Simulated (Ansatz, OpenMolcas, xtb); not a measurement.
**CH7NOSi (SMILES OCN[SiH3]): methods side by side**

CH7NOSi has 11 atoms, charge 0, and is taken as a singlet. SMILES: `OCN[SiH3]`. The coordinates come from a PBE0-D4/def2-TZVP relaxation. This is one conformer, not always the lowest.

Quantity: the vertical energy of the triplet above the singlet, in eV. The values are calculated.

| level | kind | program | value (eV) | less CCSD(T)/cc-pVDZ | CPU time (all runs) |
| --- | --- | --- | --- | --- | --- |
| GFN1-xTB | semi-empirical | xtb | 6.80 | +0.31 | under 2 s |
| HF/cc-pVDZ | Hartree–Fock | OpenMolcas | 6.26 | -0.23 | 37 s |
| revPBE/cc-pVDZ | GGA | OpenMolcas | 5.71 | -0.78 | 3.3 min |
| TPSS/cc-pVDZ | meta-GGA | OpenMolcas | 5.87 | -0.62 | 4.6 min |
| BHLYP/cc-pVDZ | global hybrid | OpenMolcas | 6.35 | -0.14 | 3.4 min |
| wB97M-V/cc-pVDZ | range-separated hybrid | Ansatz | 6.48 | -0.01 | 2.4 min |
| PBE-QIDH/cc-pVDZ | double hybrid | Ansatz | 6.48 | -0.01 | 24 s |
| RPA@PBE0/cc-pVDZ | RPA | Ansatz | 6.49 | 0.00 | 27 s |
| CCSD(T)/cc-pVDZ | coupled cluster or CI | Ansatz | 6.49 | 0.00 | 1.7 min |

Differences are taken from CCSD(T)/cc-pVDZ for orientation; it has basis-set and higher-order errors of its own. The values span 5.71 to 6.80 eV. GFN1-xTB: no spin polarisation, so open shells miss the exchange term that lowers them. A triplet this far above the singlet is often a Rydberg-like or dissociative state; sets without diffuse functions put Rydberg states too high. Times are those of the runs behind each value, whatever else they computed, on shared processors of several kinds: orders of magnitude only.

The singlet lies well below the triplet at every level. wB97M-V, PBE-QIDH and RPA all fall within 0.01 eV of CCSD(T), while revPBE and TPSS give clearly smaller gaps and GFN1-xTB alone lies above the reference.

The large gap fits a saturated molecule with no π bond and hence no low-lying π* orbital. The electron promoted to form the triplet probably comes mainly from the nitrogen lone pair, which is usually bound less tightly than those of oxygen, and must enter a σ* or diffuse orbital. Silicon can stabilise such an acceptor orbital through its polarisable, low-lying σ* combinations, but the energies alone do not establish where the electron goes.

Exact exchange does not order the whole series: BHLYP lies above both semilocal functionals, yet Hartree–Fock falls below BHLYP, probably because it omits the opposite-spin correlation that favours the singlet. Because the gap is vertical, it does not show how far the triplet would relax or whether a bond would break.
